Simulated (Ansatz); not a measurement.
## ScB2: energy above lowest point against volume scale

All results are calculated (Ansatz 0.2.0). Free energy against uniform scaling of the volume at fixed shape and fractions; periodic cell, basis, potentials, k mesh and filling as listed.

The cell before it is scaled or strained (space group P6/mmm, No. 191):
```
cell vectors (Å)
   3.1500     0.0000     0.0000
  -1.5750     2.7280     0.0000
   0.0000     0.0000     3.5200
atoms (fractions of the cell vectors)
Sc  0.00000  0.00000  0.00000
B   0.33333  0.66667  0.50000
B   0.66667  0.33333  0.50000
```

Settings of every row: functional PBEsol; dispersion none; potentials all-electron LAPW; k mesh 11x11x8; k shift 0x0x0; occupations fermi dirac; smearing width 0.05 eV; spin none.

Limits: coarse k mesh, up to 40 meV an atom off.

| row | volume scale | V (Å³/atom) | energy above lowest point (meV/atom) |
| --- | --- | --- | --- |
| 1 | 0.92 | 9.276 | 20.1 |
| 2 | 0.96 | 9.679 | 0 |
| 3 | 1 | 10.083 | 2.4 |
| 4 | 1.04 | 10.486 | ? |
| 5 | 1.08 | 10.889 | 59.2 |

Question: what energy above lowest point should row 4 give?

Worked fit of energy above lowest point. Take u = (V_r/V)^(2/3) − 1 with V_r = 9.881 Å³ an atom, which is twice the finite (Eulerian) strain; such expansions in the strain, on which the Birch-Murnaghan equation of state is built, carry the rest volume and the bulk modulus. The shown rows have u = 0.04302, 0.01387, -0.0134, -0.06271. Least squares give energy above lowest point = −1.36 − 96.9 × u + 13853 × u² meV/atom; a straight line predicts inner rows, each left out in turn, worse (root mean square 24 against 0.072 meV/atom). All shown rows lie on it to the printed digit. Its lowest point lies at u = 0.0035, or V = 9.829 Å³ an atom, and the curvature there gives the bulk modulus at fixed shape and fractions, B = (4/9)(1 + u)² E″(u)/V = 202 GPa. Letting shape and atoms relax would as a rule lower it, by much in layered, chain or molecular crystals. The withheld row has u = -0.03884, so the fit gives −1.36 − 96.9 × (-0.03884) + 13853 × (-0.03884)² = 23.3 meV/atom.

The calculation gave 23.2 meV/atom. The fit lies 0.1 meV/atom (0.17 % of the column's range) above it, one unit of the last digit.
